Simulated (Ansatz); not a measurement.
## Co: the change of pressure with volume scale

All results are calculated (Ansatz 0.2.0). Free energy against uniform scaling of the volume at fixed shape and fractions; periodic cell, basis, potentials, k mesh and filling as listed.

The cell before it is scaled or strained (space group P6_3/mmc, No. 194):
```
Co
1.0
      2.4706     0.0000     0.0000
     -1.2353     2.1396     0.0000
      0.0000     0.0000     8.0882
Co
4
Direct
  0.00000 0.00000 0.00000
  0.33333 0.66667 0.25000
  0.00000 0.00000 0.50000
  0.66667 0.33333 0.75000
```

Settings of every row: functional PBE; dispersion none; potentials PAW; wave cutoff 500 eV; density cutoff 2000 eV; k mesh 11x11x3; k shift 0x0x0; occupations gaussian; smearing width 0.1 eV; spin collinear.

Limits: coarse k mesh, up to 40 meV an atom off.

```csv
row,volume scale,V (Å³/atom),pressure (GPa),energy above lowest point (meV/atom)
1,0.88,9.406,44.4,171.4
2,0.92,9.834,27.34,76.6
3,0.96,10.261,13.89,22.3
4,1,10.689,?,?
5,1.04,11.116,-4.94,2.9
6,1.08,11.544,-11.09,24.6
7,1.12,11.971,-15.92,60.9
```

Question: what pressure should row 4 give?

Worked fit of pressure. Take u = (V_r/V)^(2/3) − 1 with V_r = 10.688 Å³ an atom, which is twice the finite (Eulerian) strain; such expansions in the strain, on which the Birch-Murnaghan equation of state is built, carry the rest volume and the bulk modulus. The shown rows have u = 0.08892, 0.05709, 0.02755, -0.02584, -0.05007, -0.07279. Least squares give pressure = 3.308 + 352.08 × u + 1229.6 × u² GPa; a straight line predicts inner rows, each left out in turn, worse (root mean square 3 against 0.13 GPa). The rows lie off it by 0.06, -0.08, -0.05, 0.03, 0.15, -0.11 (root mean square 0.089 GPa). The pressure vanishes at u = -0.0097, or V = 10.85 Å³ an atom, and there the bulk modulus at fixed shape and fractions is B = −V dP/dV = (2/3)(1 + u) dP/du = 217 GPa. Letting shape and atoms relax would as a rule lower it, by much in layered, chain or molecular crystals. The withheld row has u = -6e-05, so the fit gives 3.308 + 352.08 × (-6e-05) + 1229.6 × (-6e-05)² = 3.29 GPa.

The calculation gave 3.21 GPa. The fit lies 0.08 GPa (2.5 % of the value, 0.13 % of the column's range) above it; its largest miss of a shown row is 0.15 GPa.

The other values of row 4: energy above lowest point 0 meV/atom.
